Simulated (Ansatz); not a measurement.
# A series in volume per atom on V

All results are calculated (Ansatz 0.2.0). Periodic Kohn-Sham DFT of a crystal at fixed atoms; pressure and stress are positive in compression; the energy is the free energy less that of spherical unpolarised free atoms; site moments are those in the method's own spheres, positive along +z.

Cell of the first row (space group Im-3m, No. 229):
```
cell vectors (Å)
  -1.4821     1.4821     1.4821
   1.4821    -1.4821     1.4821
   1.4821     1.4821    -1.4821
atoms (fractions of the cell vectors)
V   0.00000  0.00000  0.00000
```

Settings of every row: method all-electron LAPW; functional PBEsol; relativity scalar; k mesh 19x19x19; filling fermi-dirac; smearing width 0.03 eV; basis error target 1 meV/atom; nucleus gaussian.

Atom:
```csv
element,start moment (bohr magneton)
V,1.5
```

```csv
row,volume per atom (Å³),pressure (GPa),energy less free atoms (eV/atom)
1,13.023,-1.318,-9.0543
2,13.3,?,?
3,13.577,-8.693,-9.0365
4,13.716,-10.31,-9.0283
5,13.854,-11.845,-9.0187
6,13.993,-13.303,-9.0078
7,14.131,-14.688,-8.9957
8,14.408,-17.253,-8.968
9,14.685,-19.563,-8.9362
```

Cell moment is 0 bohr magneton in every row.

Question: what pressure and energy less free atoms should row 2 give?

Worked fit of pressure. Take u = (V_r/V)^(2/3) − 1 with V_r = 13.924 Å³ an atom, which is twice the finite (Eulerian) strain; such expansions in the strain, on which the Birch-Murnaghan equation of state is built, carry the rest volume and the bulk modulus. The shown rows have u = 0.04561, 0.01697, 0.01008, 0.00337, -0.00329, -0.00979, -0.02252, -0.03485. Least squares give pressure = −12.5912 + 220.351 × u + 586.38 × u² GPa; a straight line predicts inner rows, each left out in turn, worse (root mean square 0.3 against 0.0071 GPa). The rows lie off it by 0.003, -0.010, 0.000, -0.003, 0.007, 0.004, 0.003, -0.005 (root mean square 0.0052 GPa). The withheld row has u = 0.03104, so the fit gives −12.5912 + 220.351 × (0.03104) + 586.38 × (0.03104)² = -5.187 GPa.

The calculation gave -5.199 GPa. The fit lies 0.012 GPa (0.066 % of the column's range) above it; its largest miss of a shown row is 0.010 GPa.

Worked fit of energy less free atoms. Take u = (V_r/V)^(2/3) − 1 with V_r = 13.924 Å³ an atom, which is twice the finite (Eulerian) strain; such expansions in the strain, on which the Birch-Murnaghan equation of state is built, carry the rest volume and the bulk modulus. The shown rows have u = 0.04561, 0.01697, 0.01008, 0.00337, -0.00329, -0.00979, -0.02252, -0.03485. Least squares give energy less free atoms = −9.01336 − 1.644 × u + 16.365 × u² eV/atom; a straight line predicts inner rows, each left out in turn, worse (root mean square 0.0084 against 3.8e-05 eV/atom). All shown rows lie on it to the printed digit. The withheld row has u = 0.03104, so the fit gives −9.01336 − 1.644 × (0.03104) + 16.365 × (0.03104)² = -9.0486 eV/atom.

The calculation gave -9.0486 eV/atom. The fit meets it to the printed digit.
